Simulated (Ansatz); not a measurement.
**Errors in the atomisation enthalpy at 298 K**

8 molecules holding an element past argon; the atomisation enthalpy at 298 K in kJ/mol, computed less measured. Shapes, held fixed at every level: PBE0-D4/def2-TZVP. Thermal terms are harmonic and unscaled (PBE0-D4/def2-TZVP); the spin-orbit lowering of the free atoms is taken from their spectra. Programs: Ansatz 0.2.0. Measured values: Active Thermochemical Tables, CRC Handbook of Chemistry and Physics, NIST-JANAF tables.

Levels: A = B3LYP-D4/def2-TZVPP; B = B2PLYP/def2-TZVPP; C = MP2/def2-SVP; D = CCSDT/STO-3G; E = CCSD(T)/def2-TZVPP.

| molecule | from tabulated heats | A | B | C | D | E |
| --- | --- | --- | --- | --- | --- | --- |
| HBr (hydrogen bromide) | 366 | -7 | -9 | -30 | -12 | -6 |
| ICl (iodine monochloride) | 211 | -20 | -27 | -73 | -56 | -35 |
| HI (hydrogen iodide) | 298 | -9 | -11 | -40 | +8 | -8 |
| I2 (iodine) | 151 | -22 | -29 | -64 | -28 | -36 |
| H2Se (SMILES [SeH2]) | 633 | +14 | +4 | -52 | +41 | +3 |
| HOI (hypoiodous acid) | 635 | -19 | -27 | -96 | -226 | -41 |
| AsH3 (arsine) | 890 | +7 | -17 | -122 | +130 | -29 |
| SiH3I (SMILES [SiH3]I) | 1213 | -2 | -16 | -104 | +254 | -24 |

(1) Sum up the errors.

## Answers

(1) 
```json
{"level": "B3LYP-D4/def2-TZVPP", "kind": "global hybrid", "mean error": "-7.2", "mean absolute error": "12.5", "worst case": "I2"}
{"level": "B2PLYP/def2-TZVPP", "kind": "double hybrid", "mean error": "-16.5", "mean absolute error": "17.5", "worst case": "I2"}
{"level": "MP2/def2-SVP", "kind": "perturbation theory", "mean error": "-72.6", "mean absolute error": "72.6", "worst case": "AsH3"}
{"level": "CCSDT/STO-3G", "kind": "coupled cluster or CI", "mean error": "+13.9", "mean absolute error": "94.4", "worst case": "SiH3I"}
{"level": "CCSD(T)/def2-TZVPP", "kind": "coupled cluster or CI", "mean error": "-22.0", "mean absolute error": "22.8", "worst case": "HOI"}
```

On this set B3LYP-D4/def2-TZVPP has the smallest mean absolute error and CCSDT/STO-3G the largest. B3LYP-D4/def2-TZVPP is too low in 6 of 8; B2PLYP/def2-TZVPP is too low in 7 of 8; MP2/def2-SVP is too low in 8 of 8; CCSD(T)/def2-TZVPP is too low in 7 of 8. The heats of H2Se come from older tables and can be uncertain by 10 kJ/mol or more. The molecules' own spin-orbit binding is left out, so errors for heavy halides read too negative. Heats of the atoms come from ATcT where it has them. The levels differ in basis as well as in method. With so many references in doubt the order of the levels isn't settled. The tabulated value of SiH3I is in doubt (older tables, estimates, or at odds with other calculations) and kept here. Over the 7 molecules whose values aren't doubted the mean absolute errors are A 14.0; B 17.7; C 68.1; D 71.6; E 22.6. Correlated wave functions converge slowly with the basis. For atoms past krypton def2 sets carry core potentials with scalar relativity. All-electron rows are non-relativistic unless named. Relativity is left out for As, Br, Se. Outer-core shells of As, Br, I, Se are correlated, in sets that cover them unevenly. The set is small.

The coupled-cluster rows reflect their basis sets more than the quality of their correlation treatment. Bonding brings electrons into closer contact than in the free atoms, so a truncated basis loses more correlation energy in the molecule and the atomisation enthalpy comes out too small. This probably explains much of the CCSD(T) deficit, and why MP2, which often overbinds near the basis limit, underbinds throughout here. B3LYP needs less from the basis, so its smaller mean error is no evidence that it describes these bonds better than CCSD(T).

CCSDT in the minimal basis fails differently. Its error climbs from -12 in HBr and +8 in HI to +41 in H2Se and +130 in AsH3. A likely cause is the hydrogen function, contracted to suit molecules, which leaves the free atom too high in energy and adds spurious binding with each hydrogen. HOI, at -226, breaks the pattern; the table does not show why. The modest mean signed error therefore reflects cancellation, not accuracy.
